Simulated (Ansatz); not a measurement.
# A series in volume scale on Re

All results are calculated (Ansatz 0.2.0). Free energy against uniform scaling of the volume at fixed shape and fractions; periodic cell, basis, potentials, k mesh and filling as listed.

The cell before it is scaled or strained (space group P6_3/mmc, No. 194):
```
Re
1.0
      2.7700     0.0000     0.0000
     -1.3850     2.3989     0.0000
      0.0000     0.0000     4.4730
Re
2
Direct
  0.33333 0.66667 0.25000
  0.66667 0.33333 0.75000
```

Settings of every row: functional x:rpw86 c:lda; dispersion none; potentials PAW; wave cutoff 380.96 eV; density cutoff 1523.8 eV; k mesh 10x10x5; k shift 0x0x0; occupations fermi dirac; smearing width 0.15 eV; spin none.

Limits: coarse k mesh, up to 40 meV an atom off; cutoff under the advised one; minimum outside the range; no spin-orbit coupling, which can matter with elements this heavy.

| row | volume scale | V (Å³/atom) | energy above lowest point (meV/atom) |
| --- | --- | --- | --- |
| 1 | 0.9406 | 13.979 | 391.2 |
| 2 | 0.9703 | 14.42 | ? |
| 3 | 1 | 14.861 | 125.3 |
| 4 | 1.0297 | 15.303 | 47.7 |
| 5 | 1.0594 | 15.744 | 0 |

Question: what energy above lowest point should row 2 give?

Worked fit of energy above lowest point. Take u = (V_r/V)^(2/3) − 1 with V_r = 15.082 Å³ an atom, which is twice the finite (Eulerian) strain; such expansions in the strain, on which the Birch-Murnaghan equation of state is built, carry the rest volume and the bulk modulus. The shown rows have u = 0.05193, 0.00989, -0.00965, -0.02823. Least squares give energy above lowest point = 82.38 + 3982.5 × u + 37818 × u² meV/atom; a straight line predicts inner rows, each left out in turn, worse (root mean square 37 against 0.47 meV/atom). The rows lie off it by 0.0, -0.2, 0.2, -0.1. The withheld row has u = 0.03038, so the fit gives 82.38 + 3982.5 × (0.03038) + 37818 × (0.03038)² = 238.3 meV/atom.

The calculation gave 237.9 meV/atom. The fit lies 0.4 meV/atom (0.1 % of the column's range) above it; its largest miss of a shown row is 0.2 meV/atom.
